**Q:** I have a density of states for LaAs, and I would like to know where the electrons are. How do I get from these curves to a number of electrons?

Density of states of LaAs (Fm-3m, 2-atom cell), computed with Ansatz 0.2.0: DFT with r2SCAN, scalar-relativistic and without spin polarisation, plane waves with generated PAW datasets, 500 eV cutoff, 10×10×10 k-mesh, Fermi–Dirac filling of width 0.1 eV. The cell is unrelaxed, and the projections are summed over the atoms of each element.

```csv
bin centre from the Fermi level (eV),total (states/eV/cell),on As p (states/eV/cell),on La d (states/eV/cell),on As s (states/eV/cell),on La f (states/eV/cell)
-10.78,0.00,0.00,0.00,0.00,0.00
-10.28,0.14,0.00,0.00,0.08,0.00
-9.78,2.13,0.00,0.34,1.48,0.01
-9.28,1.73,0.00,0.18,1.32,0.02
-8.78,0.01,0.00,0.00,0.01,0.00
-8.28,0.00,0.00,0.00,0.00,0.00
-7.78,0.00,0.00,0.00,0.00,0.00
-7.28,0.00,0.00,0.00,0.00,0.00
-6.78,0.00,0.00,0.00,0.00,0.00
-6.28,0.00,0.00,0.00,0.00,0.00
-5.78,0.00,0.00,0.00,0.00,0.00
-5.28,0.00,0.00,0.00,0.00,0.00
-4.78,0.00,0.00,0.00,0.00,0.00
-4.28,0.00,0.00,0.00,0.00,0.00
-3.77,0.00,0.00,0.00,0.00,0.00
-3.27,0.21,0.11,0.06,0.00,0.00
-2.77,1.27,0.71,0.33,0.01,0.01
-2.27,1.56,0.94,0.36,0.01,0.03
-1.77,2.94,1.80,0.96,0.02,0.04
-1.27,4.00,2.58,1.13,0.02,0.10
-0.78,1.74,1.13,0.43,0.01,0.12
-0.28,0.28,0.19,0.04,0.00,0.04
0.23,0.08,0.01,0.07,0.00,0.00
0.72,0.35,0.05,0.25,0.00,0.04
1.23,0.67,0.08,0.45,0.00,0.11
1.73,1.23,0.10,0.73,0.00,0.35
2.23,1.90,0.08,0.88,0.00,0.84
```

**A:** Multiply each value in the "total" column by the bin width, 0.5 eV, and add up the bins of one group. The seven filled bins from −3.27 to −0.28 eV add up to 12.00 states/eV, which makes 6.0 electrons per LaAs unit. The deeper group around −9.5 eV holds 2.0 in the same way. Those are the numbers of a full p shell and a full s shell, and the columns name the owner: the deep group is mostly As s, the upper one mostly As p. The printed output after this text lists these sums and the shares used below.

**Q:** Why is there such a wide empty stretch between the two groups?

**A:** Because the two shells start far apart in the arsenic atom and the crystal broadens them too little to meet. A 4s electron comes closer to the nucleus than a 4p electron, feels more of its charge and is bound more tightly. In the table the centres of the two groups lie 8 eV apart. Each group spreads over only a few eV, so about 5 eV between them stay empty.

**Q:** Six electrons in As p means that lanthanum has handed over its three valence electrons. So this is La³⁺As³⁻?

**A:** As a way of counting, yes. As a picture of where the charge sits, only in part. Counting tells you how many states are filled, while the projections tell you what these states are made of, and 28% of the upper filled group is found in La d orbitals. Each As p orbital points at lanthanum neighbours and mixes with their empty d orbitals, which makes a polar bond. Some of that La d weight is simply the tail of an As orbital seen from the La site, so it shouldn't be read as electrons returned to lanthanum.

**Q:** How do you know that it is bonding, and not a d electron that stayed behind on lanthanum?

**A:** By looking at which d orbitals are filled. Lanthanum has six arsenic neighbours along the cube axes. Two of its d orbitals point at them and three point between them. In the same calculation an orbital of the first kind holds twice as many electrons as one of the second. Part of that excess could come from the deep As s group, but even if all La d weight there is given to the orbitals that point at arsenic, they still lead by a factor of 1.5. Direct overlap with the neighbours produces such a preference. A lone d electron in this surrounding would rather choose the orbitals that avoid the negative arsenic. The tails of As orbitals favour the same two as bonding does, so this comparison speaks against a left-behind electron but doesn't measure how strong the bond is.

**Q:** Near the top of the filled states, La d makes up a smaller share of the total and La f a larger one. Why?

**A:** The As p bands reach their highest point at the centre of the Brillouin zone, where the wave repeats identically in every cell. Picture a lanthanum atom between two arsenic atoms whose p orbitals point the same way. One shows it a positive lobe, the other a negative one. A d orbital has the same sign on both sides, so the two contributions cancel; an f orbital has opposite signs, so they add up.

The table fits this symmetry argument. From the bin at −1.27 eV to the one at −0.28 eV the La d share falls from 28% to 14%, while the La f share rises from 2.5% to about 14%. Some La d remains because the last bin also collects states away from the zone centre.

The cancellation has a consequence for the energy too. Mixing with empty La d orbitals pushes As p states down. At the zone centre this push is absent, which helps to leave the top of the As p bands there. In energy it comes close to the lowest La d states, which lie elsewhere in the zone.

**Q:** The run is labelled a metal. Is it one?

**A:** Barely. Across the Fermi level the leading orbital changes from As p to La d, so the Fermi level lies where one set of bands ends and the next begins. The top of the lower set rises above the bottom of the upper set, at a different place in the zone, by only 0.04 eV. A tiny fraction of an electron per formula unit then spills from As p into La d, which is what makes a semimetal. The density of states at the Fermi level is accordingly tiny, about a tenth of the mean in the bin just above it.

I wouldn't compute a carrier density from this. The filling of the levels was smeared over 0.1 eV, more than the overlap itself. Spin–orbit coupling is left out as well; for arsenic it should lift the top of the p bands by roughly 0.1 eV and so favour a larger overlap. Functionals of this kind work the other way: they tend to make gaps too small and overlaps too large. The unrelaxed cell matters on this scale too. So this run can't decide whether the real crystal has an overlap at all.

**Q:** What would happen if I replaced arsenic by selenium?

**A:** Selenium brings one more electron per formula unit. The six places in the p bands are taken, so the extra electron must go into the states above, which are mainly La d at first. That turns a marginal semimetal into a proper metal.

For a rough idea of how far the Fermi level climbs, keep the LaAs bands as they are and fill them up:

- The first three bins above the Fermi level hold (0.08 + 0.35 + 0.67) × 0.5 = 0.55 electrons and end at 1.48 eV.
- The next bin has 1.23 states/eV, so the remaining 0.45 electrons need 0.45/1.23 ≈ 0.37 eV more.

The level rises by about 1.8 eV. This estimate isn't tested here, and real selenium bands would shift. I would trust the destination of the electron more than the distance.

**Q:** Which digits may I rely on, then?

**A:** The electron counts are solid: rounding in the table can change the six by at most 0.02. Small entries are weaker. A value of 0.04 may be off by an eighth of itself, so rounding alone leaves the La f share near the top uncertain by about two percentage points, and another way of projecting would shift it too. Narrow peaks and shoulders depend on the k-mesh and are averaged over the bins.

Be most careful at the upper end. La f reaches 44% of the total at 2.23 eV, but this is only the foot of the empty 4f peak, and functionals of this kind tend to place that peak too low. If it belongs higher, fewer states are available there, and the selenium estimate becomes too small. The La f share near the top of the filled states is then probably too large as well, because orbitals farther apart in energy mix less.

The analysis program printed:

```
electrons in the lower group: 2.005
electrons in the upper filled group: 6
electrons of the 26 left below the window: 18
largest rounding error of the upper count, electrons: 0.0175
width of the empty stretch between the groups, eV: 5
distance between the centres of the two groups, eV: 7.957
As s share of the lower group, %: 72.07
As p share of the upper filled group, %: 62.17
La d share of the upper filled group, %: 27.58
La d share in the bin at -1.27 eV, %: 28.25
La d share in the bin at -0.28 eV, %: 14.29
La f share in the bin at -1.27 eV, %: 2.5
La f share in the bin at -0.28 eV, %: 14.29
La d share of all listed bins above the Fermi level, %: 56.26
La f share in the bin at 2.23 eV, %: 44.21
filled La d per orbital, eg over t2g: 2.011
the same ratio if all La d of the lower group is eg (lower bound): 1.535
mean of the bin at 0.23 eV over the density at the Fermi level: 10.24
band overlap over filling width: 0.43
rigid-band rise of the Fermi level for one more electron, eV: 1.846
```
